**Janak integration of promotion energies in the nickel atom**

The table holds relative self-consistent total energies and, with one entry missing, highest occupied eigenvalues of ten configurations of neutral Ni, from spherical, spin-unpolarised Dirac Kohn–Sham calculations with the RLDA-VWN5 functional. The program forms promotion energies, curvatures and level shifts, and compares energy steps with a parameter-free numerical integration of Janak's theorem, $dE/dx=\varepsilon_b-\varepsilon_a$, using eigenvalues of the same runs. Simpson's rule reproduces the s–d steps to 0.001 eV and the midpoint and trapezoid rules come within 6 % of each step, while the starting gap alone doubles the $d^8s^2\to d^9s^1$ step; since the theorem is built into the method, this is a consistency check only. The curvatures are about 0.3 eV per electron squared for s→p, 2.5 to 3.1 for s→d and about 6 for d→p. The 3d–4s gap changes sign near 9.05 d electrons, just past the lowest listed row.

All-electron Dirac Kohn–Sham calculations for the neutral Ni atom with Quantum ESPRESSO 7.5 (ld1.x), using the relativistic LDA (MacDonald–Vosko exchange, VWN5 correlation) and a point nucleus. Each configuration is solved self-consistently with a spherical, spin-unpolarised density. The highest eigenvalue is that of the highest occupied level.

## Script

```python
# Table: Ni atom, ld1.x, spherical spin-unpolarised Dirac Kohn-Sham, RLDA-VWN5: total energy above the lowest
# listed configuration and highest occupied eigenvalue (eV). Worked out: promotion energies, curvatures, level
# shifts, and one parameter-free estimate: Janak's theorem dE/dx = eps(to) - eps(from), integrated numerically.
T = {
    'configuration': ['[Ar] (3d3/2)4 (3d5/2)5 (4s1/2)1', '[Ar] (3d3/2)4 (3d5/2)5.5 (4s1/2)0.5', '[Ar] (3d3/2)4 (3d5/2)4.5 (4s1/2)1.5', '[Ar] (3d3/2)4 (3d5/2)4 (4s1/2)2', '[Ar] (3d3/2)4 (3d5/2)5 (4s1/2)0.5 (4p1/2)0.5', '[Ar] (3d3/2)4 (3d5/2)3.5 (4s1/2)2 (4p1/2)0.5', '[Ar] (3d3/2)4 (3d5/2)4 (4s1/2)1 (4p1/2)1', '[Ar] (3d3/2)4 (3d5/2)4 (4p1/2)2', '[Ar] (3d3/2)4 (3d5/2)3 (4s1/2)2 (4p1/2)1', '[Ar] (3d3/2)4 (3d5/2)2 (4s1/2)2 (4p1/2)2'],
    'above_lowest': [0.0, 0.227, 0.397, 1.565, 1.956, 6.088, 6.184, 11.105, 12.074, 28.87],  # eV
    'second_highest_eigenvalue': [-4.7164, -3.2799, -5.2554, None, -1.4409, -2.1308, -2.2788, -2.9502, -2.7878, -4.0009],  # eV
    'second_highest_level': ['4s1/2', '3d5/2', '4s1/2', None, '4p1/2', '4p1/2', '4p1/2', '4p1/2', '4p1/2', '4p1/2'],
}
import re
import numpy as np
from scipy.constants import physical_constants as pc
Ha = pc['Hartree energy in eV'][0]
E, top = {}, {}
for c, e, h, l in zip(T['configuration'], T['above_lowest'], T['second_highest_eigenvalue'], T['second_highest_level']):
    o = {a: float(b) for a, b in re.findall(r'\((\w+/2)\)([\d.]+)', c)}
    k = (o['3d3/2'] + o['3d5/2'], o.get('4s1/2', 0.0), o.get('4p1/2', 0.0))
    E[k], top[k] = e, (h, l)
A, B, C, D, F = (8, 2, 0), (8.5, 1.5, 0), (9, 1, 0), (9.5, .5, 0), (9, .5, .5)
G, H, I, J, K = (7.5, 2, .5), (8, 1, 1), (8, 0, 2), (7, 2, 1), (6, 2, 2)
# typed from further outputs of the same runs, matched by occupations:
# eps 3d5/2, 4s1/2, 4p1/2, 3d3/2 (eV); mean radius 3d5/2, 4s1/2, 4p1/2 (bohr)
X = {A: (-9.052777, -5.847486, None, -9.293072, 1.014321, 2.786232, None),
     B: (-6.771386, -5.255422, None, -7.000969, 1.060967, 2.883963, None),
     C: (-4.83683, -4.716376, None, -5.056114, 1.115693, 2.981071, None),
     D: (-3.27992, -4.25875, None, -3.489405, 1.180334, 3.072022, None),
     F: (-5.846472, -5.438234, -1.440944, -6.066603, 1.105058, 2.929038, 4.669131),
     G: (-12.59922, -7.082604, -2.130846, -12.85124, 0.9701843, 2.655646, 3.816404),
     H: (-10.91622, -7.054874, -2.278817, -11.15794, 1.003948, 2.704977, 3.908245),
     I: (-12.48825, None, -2.950233, -12.73134, 0.9949307, None, 3.66786),
     J: (-16.30191, -8.215607, -2.787833, -16.56583, 0.9333042, 2.54196, 3.506251),
     K: (-24.20063, -10.30734, -4.000909, -24.48892, 0.8738567, 2.357787, 3.073758)}
nm = lambda k: ''.join(f'{s}{n:g}' for s, n in zip('dsp', k) if n)
f = lambda v: '      -' if v is None else f'{v:7.3f}'
gap = lambda k, a, b: X[k]['dsp'.index(b)] - X[k]['dsp'.index(a)]
print('config | E, eps 3d5/2, 4s, 4p1/2, 3d j-splitting (eV) | mean r 3d5/2, 4s, 4p1/2 (bohr)')
for k in X:
    x = X[k]
    print(f'{nm(k):11s}', f(E[k]), f(x[0]), f(x[1]), f(x[2]), f(x[0] - x[3]), '|', f(x[4]), f(x[5]), f(x[6]))
sd = [A, B, C, D]
g = [gap(k, 's', 'd') for k in sd]
print('gap 3d5/2-4s (eV):', ', '.join(f'{nm(k)} {v:+.3f}' for k, v in zip(sd, g)))
print('gap 4p1/2-3d5/2 (eV):', ', '.join(f"{nm(k)} {gap(k,'d','p'):.3f}" for k in (G, J, K)))
print('gap 4p1/2-4s (eV):', ', '.join(f"{nm(k)} {gap(k,'s','p'):.3f}" for k in (F, H)))
print('energy step: table, Janak estimate, estimate - table (eV; rounding of a step up to 0.001)')
W = {1: [1], 2: [.5, .5], 3: [1/6, 4/6, 1/6]}
err = {}
for a, b, u, v, n, pts, lab in [(A, C, 's', 'd', 1, [A], 'start gap only'), (A, C, 's', 'd', 1, [B], 'midpoint'),
        (A, C, 's', 'd', 1, [A, B, C], 'Simpson'), (B, D, 's', 'd', 1, [B, C, D], 'Simpson'),
        (C, D, 's', 'd', .5, [C, D], 'trapezoid'), (C, F, 's', 'p', .5, [F], 'end gap only'),
        (A, I, 's', 'p', 2, [H], 'midpoint'), (A, J, 'd', 'p', 1, [G], 'midpoint'), (G, J, 'd', 'p', .5, [G, J], 'trapezoid'),
        (J, K, 'd', 'p', 1, [J, K], 'trapezoid'), (A, K, 'd', 'p', 2, [J], 'midpoint')]:
    est = n * sum(w * gap(p, u, v) for w, p in zip(W[len(pts)], pts)); d = E[b] - E[a]; err[(a, b, lab)] = est - d
    print(f'  {nm(a)} -> {nm(b)} ({lab}): {d:+.3f} {est:+.3f} {est-d:+.3f} ({100*(est-d)/abs(d):+.1f} %)')
print('three points: first step, second step, sag of middle below chord (eV), curvature (eV/electron^2)')
cv = []
for a, m, b, h in [(A, H, I, 1), (A, B, C, .5), (B, C, D, .5), (A, G, J, .5), (A, J, K, 1)]:
    s2 = E[a] - 2 * E[m] + E[b]; cv.append(s2 / h**2)
    print(f'  {nm(a)}, {nm(m)}, {nm(b)}: {E[m]-E[a]:+.3f} {E[b]-E[m]:+.3f} {s2/2:.3f} {cv[-1]:.2f}')
print(f'curvature ratios to s->p: s->d (d8 to d9) {cv[1]/cv[0]:.1f}, d->p (d8 to d6) {cv[4]/cv[0]:.1f}')
P = np.poly1d(np.polyfit([k[0] - 9 for k in sd], g, 3)); x0 = min(r.real for r in P.r if abs(r.imag) < 1e-9 and 0 < r.real < .5)
print(f'interpolated zero of 3d-4s gap: d count {9+x0:.2f}, energy {P.integ()(x0):+.3f} eV relative to d9s1')
# typed from further outputs: 1s level (eV), Hartree and exchange-correlation energies (hartree), d9s1 minus d8s2
d1s, dH, dX = -8164.984 + 8169.918, (655.105 - 650.2283) * Ha, (-59.67796 + 59.4502) * Ha
print(f'level shifts d8s2 -> d9s1 (eV): 1s {d1s:+.2f}, 3d5/2 {X[C][0]-X[A][0]:+.2f}, 4s {X[C][1]-X[A][1]:+.2f}')
print(f'level shifts d8s1p1 -> d8p2 (eV): 3d5/2 {X[I][0]-X[H][0]:+.2f}, 4p1/2 {X[I][2]-X[H][2]:+.2f}')
print(f'level shifts d7s2p1 -> d6s2p2 (eV): 3d5/2 {X[K][0]-X[J][0]:+.2f}, 4s {X[K][1]-X[J][1]:+.2f}, 4p1/2 {X[K][2]-X[J][2]:+.2f}')
print(f'parts d8s2 -> d9s1 (eV): Hartree {dH:+.1f}, xc {dX:+.1f}, remainder {E[C]-E[A]-dH-dX:+.1f}, total {E[C]-E[A]:+.3f}')
print(f'one d->p: from d9s1 {E[H]-E[C]:.3f}, from d8s2 {E[J]-E[A]:.3f} eV; one d->s: from d9s1 {E[A]-E[C]:.3f}, from d8s1p1 {E[J]-E[H]:.3f} eV')
print(f's->p per electron: first half at d9 {2*(E[F]-E[C]):.3f}, first whole at d8 {E[H]-E[A]:.3f} eV')
assert min(E, key=E.get) == C and g[0] < g[1] < g[2] < 0 < g[3] and top[D][1] == '3d5/2'
assert 0 < cv[0] < min(cv[1:3]) and max(cv[1:3]) < min(cv[3:])
assert all(abs(max(v for v in X[k][:3] if v is not None) - top[k][0]) < 1e-4 for k in X if top[k][0] is not None)
assert all(abs(v) < 0.005 for k, v in err.items() if k[2] == 'Simpson')
```

Running it gives:

```
config | E, eps 3d5/2, 4s, 4p1/2, 3d j-splitting (eV) | mean r 3d5/2, 4s, 4p1/2 (bohr)
d8s2          1.565  -9.053  -5.847       -   0.240 |   1.014   2.786       -
d8.5s1.5      0.397  -6.771  -5.255       -   0.230 |   1.061   2.884       -
d9s1          0.000  -4.837  -4.716       -   0.219 |   1.116   2.981       -
d9.5s0.5      0.227  -3.280  -4.259       -   0.209 |   1.180   3.072       -
d9s0.5p0.5    1.956  -5.846  -5.438  -1.441   0.220 |   1.105   2.929   4.669
d7.5s2p0.5    6.088 -12.599  -7.083  -2.131   0.252 |   0.970   2.656   3.816
d8s1p1        6.184 -10.916  -7.055  -2.279   0.242 |   1.004   2.705   3.908
d8p2         11.105 -12.488       -  -2.950   0.243 |   0.995       -   3.668
d7s2p1       12.074 -16.302  -8.216  -2.788   0.264 |   0.933   2.542   3.506
d6s2p2       28.870 -24.201 -10.307  -4.001   0.288 |   0.874   2.358   3.074
gap 3d5/2-4s (eV): d8s2 -3.205, d8.5s1.5 -1.516, d9s1 -0.120, d9.5s0.5 +0.979
gap 4p1/2-3d5/2 (eV): d7.5s2p0.5 10.468, d7s2p1 13.514, d6s2p2 20.200
gap 4p1/2-4s (eV): d9s0.5p0.5 3.997, d8s1p1 4.776
energy step: table, Janak estimate, estimate - table (eV; rounding of a step up to 0.001)
  d8s2 -> d9s1 (start gap only): -1.565 -3.205 -1.640 (-104.8 %)
  d8s2 -> d9s1 (midpoint): -1.565 -1.516 +0.049 (+3.1 %)
  d8s2 -> d9s1 (Simpson): -1.565 -1.565 +0.000 (+0.0 %)
  d8.5s1.5 -> d9.5s0.5 (Simpson): -0.170 -0.170 +0.000 (+0.1 %)
  d9s1 -> d9.5s0.5 (trapezoid): +0.227 +0.215 -0.012 (-5.5 %)
  d9s1 -> d9s0.5p0.5 (end gap only): +1.956 +1.999 +0.043 (+2.2 %)
  d8s2 -> d8p2 (midpoint): +9.540 +9.552 +0.012 (+0.1 %)
  d8s2 -> d7s2p1 (midpoint): +10.509 +10.468 -0.041 (-0.4 %)
  d7.5s2p0.5 -> d7s2p1 (trapezoid): +5.986 +5.996 +0.010 (+0.2 %)
  d7s2p1 -> d6s2p2 (trapezoid): +16.796 +16.857 +0.061 (+0.4 %)
  d8s2 -> d6s2p2 (midpoint): +27.305 +27.028 -0.277 (-1.0 %)
three points: first step, second step, sag of middle below chord (eV), curvature (eV/electron^2)
  d8s2, d8s1p1, d8p2: +4.619 +4.921 0.151 0.30
  d8s2, d8.5s1.5, d9s1: -1.168 -0.397 0.385 3.08
  d8.5s1.5, d9s1, d9.5s0.5: -0.397 +0.227 0.312 2.50
  d8s2, d7.5s2p0.5, d7s2p1: +4.523 +5.986 0.731 5.85
  d8s2, d7s2p1, d6s2p2: +10.509 +16.796 3.144 6.29
curvature ratios to s->p: s->d (d8 to d9) 10.2, d->p (d8 to d6) 20.8
interpolated zero of 3d-4s gap: d count 9.05, energy -0.003 eV relative to d9s1
level shifts d8s2 -> d9s1 (eV): 1s +4.93, 3d5/2 +4.22, 4s +1.13
level shifts d8s1p1 -> d8p2 (eV): 3d5/2 -1.57, 4p1/2 -0.67
level shifts d7s2p1 -> d6s2p2 (eV): 3d5/2 -7.90, 4s -2.09, 4p1/2 -1.21
parts d8s2 -> d9s1 (eV): Hartree +132.7, xc -6.2, remainder -128.1, total -1.565
one d->p: from d9s1 6.184, from d8s2 10.509 eV; one d->s: from d9s1 1.565, from d8s1p1 5.890 eV
s->p per electron: first half at d9 3.912, first whole at d8 4.619 eV
```
